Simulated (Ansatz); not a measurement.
YHg: pressure against volume per atom

Results calculated with Ansatz 0.2.0, not measured. Periodic Kohn-Sham DFT of a crystal at fixed atoms; pressure and stress are positive in compression; the energy is the free energy less that of spherical unpolarised free atoms; site moments are those in the method's own spheres, positive along +z.

Cell of the first row (space group Pm-3m, No. 221):
```
YHg
1.0
      3.6068     0.0000     0.0000
      0.0000     3.6068     0.0000
      0.0000     0.0000     3.6068
Y Hg
1 1
Direct
  0.50000 0.50000 0.50000
  0.00000 0.00000 0.00000
```

Settings of every row: method all-electron PAW; functional LDA; relativity scalar; k mesh 11x11x11; filling fermi-dirac; smearing width 0.08 eV; nucleus gaussian.

Atom start moment: 0 on all atoms.

Limits: no spin-orbit coupling on heavy atoms.

| row | volume per atom (Å³) | pressure (GPa) |
| --- | --- | --- |
| 1 | 23.461 | 1.189 |
| 2 | 23.96 | -0.547 |
| 3 | 24.459 | -2.097 |
| 4 | 24.709 | -2.807 |
| 5 | 24.959 | ? |
| 6 | 25.208 | -4.11 |
| 7 | 25.458 | -4.706 |
| 8 | 25.957 | -5.798 |
| 9 | 26.456 | -6.768 |

Question: what pressure should row 5 give?

Worked fit of pressure. Take u = (V_r/V)^(2/3) − 1 with V_r = 24.959 Å³ an atom, which is twice the finite (Eulerian) strain; such expansions in the strain, on which the Birch-Murnaghan equation of state is built, carry the rest volume and the bulk modulus. The shown rows have u = 0.04213, 0.02761, 0.01358, 0.00673, -0.0066, -0.01311, -0.0258, -0.03809. Least squares give pressure = −3.4783 + 97.605 × u + 303.58 × u² + 221 × u³ GPa; a parabola predicts inner rows, each left out in turn, worse (root mean square 0.0037 against 0.00078 GPa). The rows lie off it by 0.000, 0.000, -0.001, 0.001, -0.001, 0.000, 0.000, 0.000. The pressure vanishes at u = 0.0323, or V = 23.8 Å³ an atom, and there the bulk modulus at fixed shape and fractions is B = −V dP/dV = (2/3)(1 + u) dP/du = 81.2 GPa. The withheld row has u = 0, so the fit gives −3.4783 + 97.605 × (0) + 303.58 × (0)² + 221 × (0)³ = -3.478 GPa.

The calculation gave -3.477 GPa. The fit lies 0.001 GPa (0.013 % of the column's range) below it, one unit of the last digit.
